Six molecules hold boron, aluminium or indium at the marked atom *. In one frame, called the amide here, the atom carries NH₂, F and Br; in the other, the germyl frame, it carries GeH₃ and two Cl. The correlation energy is the lowering below Hartree–Fock that comes from electrons avoiding each other, so a more negative value means stronger correlation. MP2 treats pairs of electrons to second order, CCSD lets the pairs influence each other, and (T) adds events in which three electrons move together.

Ansatz 0.2.0, gas phase: MP2, CCSD and CCSD(T) with the default frozen cores, and PBE-D4 HOMO–LUMO gaps, all in def2-TZVPP at PBE0-D4/def2-TZVP geometries (def2 core potential on In). Frames are SMILES in which * marks the atom that is B, Al or In. Electronegativities are Pauling's tabulated values.

```
  formula          frame   *   Z  electronegativity  point group  mean bond of the marked atom (Å)  correlated electrons  MP2 correlation (eV)  same-spin share of MP2  CCSD less MP2 (eV)  (T) (eV)  (T) over CCSD correlation (%)  PBE gap (eV)
  BBrFH2N        N*(F)Br   B   5              2.040           Cs                             1.548                    34                -22.59                   0.273               -0.38    -0.795                           3.46          6.70
 AlBrFH2N        N*(F)Br  Al  13              1.610           Cs                             1.875                    34                -22.04                   0.271               -0.37    -0.734                           3.28          5.02
 BrFH2InN        N*(F)Br  In  49              1.780           C1                             2.126                    44                -27.75                   0.296               -0.05    -0.938                           3.37          3.69
 BCl2GeH3  Cl*(Cl)[GeH3]   B   5              2.040           Cs                             1.851                    34                -20.09                   0.259               -1.26    -0.904                           4.23          4.05
AlCl2GeH3  Cl*(Cl)[GeH3]  Al  13              1.610           Cs                             2.212                    34                -19.26                   0.256               -1.35    -0.815                           3.95          4.66
Cl2GeH3In  Cl*(Cl)[GeH3]  In  49              1.780           C1                             2.413                    44                -24.87                   0.289               -1.00    -0.966                           3.73          4.37
```

(a) Correlation grows sharply from Al to In. Can the germyl In value be predicted from the other rows?

Solution. Ten more electrons are correlated in the In rows, and they are the filled 4d shell of indium. In the limit of a shell so compact that it does not feel its neighbours, it would add the same energy in any frame. The amide step from Al to In can then be carried over to the germyl Al row:

E(In, germyl) ≈ E(Al, germyl) + E(In, amide) − E(Al, amide)

E(In, germyl) ≈ −19.26 − 27.75 + 22.04 = −24.97 eV

The computed MP2 value, which did not enter the estimate, is −24.87 eV. The miss of 0.10 eV is about 2% of the step. Scaling the Al value by the number of correlated electrons comes even closer in the germyl frame but misses by 0.8 eV in the amide.

The step also contains changes in the bonds; nitrogen, for instance, is planar in the B and Al amides but pyramidal in the In amide. Going from B to Al changes the bonds without adding a correlated shell, and it shifts MP2 by less than 1 eV, in the opposite direction. The 4d shell is therefore the natural source of most of the step.

(b) Does the spin of the correlated pairs fit this reading?

Solution. Two electrons in the same orbital must have opposite spins, so an isolated bond pair has no same-spin correlation at all. Such correlation needs different orbitals, and it is strongest when they share a region of space, as the five orbitals of a d shell do. Of the MP2 energy added from Al to In, about 40% is same-spin in both frames, against about 26 to 27% of the total in the Al rows, even though that total already includes the 3d shell of Br or Ge. The added part thus looks like a crowded shell rather than a few extra bonds.

(c) B and Al have the same number of correlated electrons. Why is correlation weaker with Al?

Solution. Two electron pairs far apart hardly correlate with each other, and the energy grows as they approach. The bonds at Al are longer by more than 0.3 Å, which moves neighbouring pairs apart. MP2 weakens by 0.55 eV in the amide and by 0.83 eV in the germyl frame. Unlike the shell contribution, this bond effect differs clearly between the frames.

About a third of the lost energy is same-spin, again more than in the total, as a loss between different orbitals would give. A fault of the finite basis may act in the same direction, however. At short bonds each atom can borrow its neighbours' basis functions and so recover more correlation. The bonds at Al are also more polar, which changes how the pairs are spread over the atoms. The table does not separate these causes.

(d) In the In amide, CCSD and MP2 differ by only 0.05 eV. Is MP2 accurate there?

Solution. No. Measured against CCSD, two errors of opposite sign cancel, and CCSD itself still lacks the triples. In the B and Al rows CCSD lies below MP2, so MP2 finds too little correlation. From Al to In the difference moves upwards by 0.32 eV in the amide and 0.35 eV in the germyl frame, so MP2 finds too much for the added part. A likely reason is that the pairs in a crowded d shell get in each other's way, which CCSD includes and second order does not.

In the amide this overshoot nearly wipes out the shortfall of the remaining electrons; in the germyl frame the shortfall is larger and 1.00 eV of it survives. Even in the amide, (T) places the CCSD(T) result 0.99 eV below MP2. Against CCSD(T), the overshoot for the added part is only 0.1 to 0.2 eV, too small to make up for the shortfall. If the 4d shell were frozen, the small difference between CCSD and MP2 should return towards the value of the Al amide.

(e) From Al to In, (T) grows in both frames. Why does its percentage of the CCSD correlation rise in the amide and fall in the germyl frame?

Solution. The new percentage is a weighted average of the old one and that of the added part. In the amide the added part has 3.8%, above the 3.28% of the Al row, and pulls the average up. In the germyl frame it has 2.9%, below the 3.95% of the Al row, and pulls it down. A falling percentage can therefore go with a growing (T). The two added parts also differ from each other, so relative to the size of the step (T) carries over between the frames less well than the MP2 energy in (a), perhaps because the bonds change as well.

(f) Does a narrower gap between filled and empty levels mean a larger (T)?

Solution. If everything else stayed equal, it would, because excitation energies stand in the denominators of the (T) formula. Those energies are built from Hartree–Fock levels, and the Hartree–Fock gap narrows by about 0.8 eV from B to Al in both frames. Yet (T) weakens both times. The PBE gap is not a reliable guide either: it widens in the germyl frame, which would fit a weaker (T), but narrows in the amide, which would not.

The numerators matter too: three electrons can move together only if they are close enough to interact. Longer bonds should reduce this coupling, by the same argument as for the pair correlation in (c). Of the CCSD correlation lost from B to Al, (T) loses the equivalent of 11 to 12%, far above its usual 3 to 4%. This would fit triples that depend especially strongly on the contact between neighbouring bonds, but the polarity and the borrowed basis functions of (c) may contribute too.

(g) Which digits would survive a better basis?

Solution. None of the decimals of the total correlation energies would. They reproduce this calculation, not the limit of a complete basis: a triple-zeta set misses several per cent of the correlation energy, which here means about an electronvolt or more, so even the last digit before the decimal point is not settled. Differences between similar molecules are safer, because much of the error cancels. The d shells are correlated without the tight functions that such shells need, so their correlation should become stronger in a better set. For Br and Ge much of this error cancels within a frame, because the same 3d shell is present in all three rows. For the In 4d shell it does not cancel, and the size of the step from Al to In is the least settled of the differences.

The near equality of that step in the two frames is safer, since the same deficient shell enters both. The change of 0.01 eV in CCSD less MP2 between the B and Al amides, by contrast, is no larger than the rounding and deserves no explanation. The notes supplied with the data warn of a small imaginary vibrational mode for the B germyl molecule, which would mean that its geometry is not quite a minimum. The runs used here include no vibrational calculation that could confirm this, so the warning is only a reason for caution with fine detail in that row. Relativity is a separate matter that a better basis would not mend: its scalar part enters only through the core potential on In and is left out for Br and Ge, where the error should largely cancel within a frame. The analysis printed below lists all the steps and the test of (a).

The analysis program printed:

```
Levels and gaps in eV:
        row  CCSD(T) less MP2  HF gap  PBE LUMO  PBE HOMO
    BBrFH2N            -1.175   14.41   -0.2344    -6.934
   AlBrFH2N            -1.104   13.56    -1.567    -6.587
   BrFH2InN            -0.988   12.38    -3.061    -6.751
   BCl2GeH3            -2.164   12.69    -3.004    -7.054
  AlCl2GeH3            -2.165   11.87    -2.498    -7.158
  Cl2GeH3In            -1.966    11.2     -2.74     -7.11
Change from the lighter element in the same frame (0 in B rows):
        row  MP2 eV  CCSD less MP2 eV  (T) eV  same-spin % of MP2 change  (T) % of CCSD change
    BBrFH2N       0                 0       0                          0                     0
   AlBrFH2N    0.55              0.01   0.061                      34.67                 10.89
   BrFH2InN   -5.71              0.32  -0.204                      39.24                 3.785
   BCl2GeH3       0                 0       0                          0                     0
  AlCl2GeH3    0.83             -0.09   0.089                      32.54                 12.03
  Cl2GeH3In   -5.61              0.35  -0.151                      40.02                 2.871
Germyl In MP2 predicted by the amide step, eV: -24.97
Miss of that prediction (predicted less computed), eV: -0.1
Same miss for CCSD less MP2, eV: -0.03
Same miss for (T), eV: -0.053
Same miss for the MP2 step from B to Al, eV: -0.28
Electron-count rule, miss for In amide MP2, eV: -0.7724
Electron-count rule, miss for In germyl MP2, eV: -0.05471
MP2 overshoot of the Al to In step against CCSD(T), amide, eV: 0.116
MP2 overshoot of the Al to In step against CCSD(T), germyl, eV: 0.199
PBE LUMO of B amide above B germyl, eV: 2.77
PBE HOMO of B amide above B germyl, eV: 0.1198
```
